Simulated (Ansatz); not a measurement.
**Abstraction of H: AlH(CH3)(SH) + B2NH4 → Al(CH3)(SH) + B2NH5**

Gas-phase species: AlH(CH3)(SH), singlet; B2NH4 `B[N]B`, doublet; Al(CH3)(SH), doublet; B2NH5 `BNB`, singlet. A radical takes H: the energy is the difference in strength between the Al–H bond broken and the N–H bond made.

Shapes, held fixed at every level: PBE0-D4/def2-TZVP. Flexible molecules stand in one conformer, not always the lowest. Programs: Ansatz 0.2.0. The zero-point and thermal change to 298 K, harmonic and unscaled (PBE0-D4/def2-TZVP), is +21.6 kJ/mol.

```json
{"level": "MP2/def2-TZVPP", "kind": "perturbation theory", "ΔH(298 K) (kJ/mol)": "-105.1", "less CCSD(T)/CBS estimate": "-28.3"}
{"level": "HF/def2-TZVPP", "kind": "Hartree–Fock", "ΔH(298 K) (kJ/mol)": "-50.5", "less CCSD(T)/CBS estimate": "+26.3"}
{"level": "SPW92/def2-TZVPP", "kind": "LDA", "ΔH(298 K) (kJ/mol)": "-67.8", "less CCSD(T)/CBS estimate": "+9.0"}
{"level": "PBE0-D4/def2-TZVPP", "kind": "global hybrid", "ΔH(298 K) (kJ/mol)": "-68.6", "less CCSD(T)/CBS estimate": "+8.2"}
{"level": "wB97X-V/def2-TZVPP", "kind": "range-separated hybrid", "ΔH(298 K) (kJ/mol)": "-60.6", "less CCSD(T)/CBS estimate": "+16.2"}
{"level": "CCSD(T)/def2-SVP", "kind": "coupled cluster or CI", "ΔH(298 K) (kJ/mol)": "-68.9", "less CCSD(T)/CBS estimate": "+7.9"}
{"level": "CCSD(T)/CBS estimate", "kind": "coupled cluster or CI", "ΔH(298 K) (kJ/mol)": "-76.8", "less CCSD(T)/CBS estimate": "0.0"}
```

The highest level, CCSD(T)/CBS estimate, gives ΔH(298 K) = -76.8 kJ/mol; the levels span -105.1 to -50.5. The column of differences is taken from that level and isn't an error. No measured value is set beside it here. Open shells run unrestricted. The CBS estimate extrapolates MP2 from def2-TZVPP and def2-QZVPP and adds CCSD(T) − MP2 in the triple-zeta set, cores frozen.

Hydrogen transfer from aluminium to nitrogen is exothermic at every level, so the N–H bond made is stronger than the Al–H bond broken. Nitrogen's compact valence orbitals overlap well with hydrogen 1s, and its high electronegativity adds ionic stabilisation; aluminium's larger, more diffuse valence orbitals bind hydrogen less strongly. The positive thermal correction fits this picture, since hydrogen vibrates against stiffer stretching and bending modes on nitrogen, which offsets part of the electronic driving force.

Hartree–Fock gives the weakest exothermicity, at -50.5 kJ/mol, and MP2 the strongest, at -105.1 kJ/mol. Correlation therefore favours the products, but second-order theory overshoots relative to coupled cluster, probably because an unrestricted reference describes the boron-conjugated nitrogen radical poorly. The closeness of LDA to PBE0 suggests cancellation between the two X–H bonds rather than equal accuracy for each. The sign of the reaction enthalpy is thus secure across these methods, whereas its size depends strongly on the treatment of correlation. A favourable enthalpy doesn't establish that abstraction is fast.
